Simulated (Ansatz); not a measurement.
## Ligand exchange: CH3Cl + C2H6OSn → CH4O + C2H5ClSn

Species: CH3Cl (chloromethane) `CCl`, singlet; C2H6OSn `C[CH2][Sn][OH]`, singlet; CH4O (methanol) `CO`, singlet; C2H5ClSn `C[CH2][Sn][Cl]`, singlet. The partners trade Cl for OH: C–Cl and Sn–OH bonds give way to C–OH and Sn–Cl.

Shapes, held fixed at every level: PBE0-D4/def2-TZVP. Flexible molecules stand in one conformer, not always the lowest. Programs: Ansatz 0.2.0. The zero-point and thermal change to 298 K, harmonic and unscaled (PBE0-D4/def2-TZVP), is +4.8 kJ/mol.

| level | kind | ΔH(298 K) (kJ/mol) | less CCSD(T)/def2-TZVPP |
| --- | --- | --- | --- |
| HF/def2-SVP | Hartree–Fock | -81.2 | -46.9 |
| PBE-D4/def2-TZVPP | GGA | -33.3 | +1.0 |
| r2SCAN-D4/def2-TZVPP | meta-GGA | -35.3 | -1.0 |
| B3LYP-D4/def2-TZVPP | global hybrid | -39.9 | -5.6 |
| MP2/def2-SVP | perturbation theory | -46.6 | -12.3 |
| MP2/def2-TZVPP | perturbation theory | -32.7 | +1.6 |
| CCSD(T)/def2-TZVPP | coupled cluster or CI | -34.3 | 0.0 |

The highest level, CCSD(T)/def2-TZVPP, gives ΔH(298 K) = -34.3 kJ/mol; the levels span -81.2 to -32.7. The column of differences is taken from that level and isn't an error. No measured value is set beside it here. For atoms past krypton def2 sets carry core potentials with scalar relativity. Correlated rows may include outer-core shells of Sn, which these sets cover unevenly.

Exchange is exothermic at every level, so the preference for chlorine on tin and hydroxyl on carbon doesn't hinge on the method. Carbon gains by trading chlorine for oxygen, whose compact 2p orbitals overlap better with its own. Tin gives up a strong, polar Sn–O bond but gets a strong, polar Sn–Cl bond in return, so its loss probably offsets only part of carbon's gain. Tin stays divalent throughout, and the energy therefore reflects ligand preference rather than a change of oxidation state.

The size of the release is less secure in the small basis. Going from Hartree–Fock to MP2 in def2-SVP cuts it from -81.2 to -46.6 kJ/mol, and the larger basis brings MP2 to -32.7 kJ/mol. Correlation and basis flexibility thus both matter, the latter probably because a small set describes electron-rich oxygen and chlorine unevenly. The result doesn't show that exchange would win over oxidative addition of the C–Cl bond to the stannylene, a familiar route to tetravalent tin.
